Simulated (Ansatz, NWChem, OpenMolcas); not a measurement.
Computed against measured: dipole moment

8 molecules with halogens; the dipole moment in D, computed less measured. Shapes, held fixed at every level: PBE0-D4/def2-TZVP. No vibrational averaging. Dipoles are compared by magnitude; molecules under 1 D, whose direction can flip, are left out. Programs: Ansatz 0.2.0, NWChem 7.3.0, OpenMolcas 26.06. A level may come from different programs for different species; with the same settings they agree closely. Measured values: NIST CCCBDB.

Levels: A = PBE-D4/def2-TZVPP; B = BHLYP/aug-cc-pVDZ; C = PBE0/aug-cc-pVDZ.

```
                    molecule  measured      A      B      C
    CH2Cl2 (dichloromethane)      1.60  -0.04  +0.14  +0.08
CH2ClF (chlorofluoromethane)      1.82  -0.14  +0.10  +0.01
     CH2F2 (difluoromethane)      1.97  -0.25  +0.08  -0.07
     CHBrF2 (SMILES FC(F)Br)      1.50  -0.22  -0.03  -0.12
       SiH3Cl (chlorosilane)      1.31  -0.15  +0.16  +0.08
C2H2F2 (vinylidene fluoride)      1.38  -0.39  +0.03  -0.14
      C2H3Br (vinyl bromide)      1.42  -0.09  +0.15  +0.07
          C2H5F (SMILES CCF)      1.96  -0.21  +0.07  -0.04
```

(1) Sum up the errors.

Answers

(1) 
```tsv
level	kind	mean error	mean absolute error	worst case
PBE-D4/def2-TZVPP	GGA	-0.186	0.186	C2H2F2
BHLYP/aug-cc-pVDZ	global hybrid	+0.088	0.095	SiH3Cl
PBE0/aug-cc-pVDZ	global hybrid	-0.016	0.076	C2H2F2
```

On this set PBE0/aug-cc-pVDZ has the smallest mean absolute error and PBE-D4/def2-TZVPP the largest. PBE-D4/def2-TZVPP is too low in 8 of 8; BHLYP/aug-cc-pVDZ is too high in 7 of 8. The smallest two are near a tie. Relativity is left out for Br. The set is small.

The small mean error of PBE0 comes partly from cancellation: its dipoles are too large in the three molecules without fluorine and too small in every fluorinated one except CH2ClF, where the error is only +0.01 D. In every row the dipole rises from PBE through PBE0 to BHLYP, probably because a larger share of exact exchange keeps more charge on the halogen.

The PBE0-to-BHLYP rise is largest in vinylidene fluoride and difluoromethane. Fluorine draws σ density strongly from carbon, while its compact lone pairs donate some back. In vinylidene fluoride this donation enters the C=C π system and opposes the σ dipole, so the net moment depends on a delicate balance, which suggests why PBE and PBE0 both do worst there.

Since PBE is paired with a different basis set, one without diffuse functions, its deficit can't be assigned to the functional alone; the comparison of the two hybrids is cleaner.
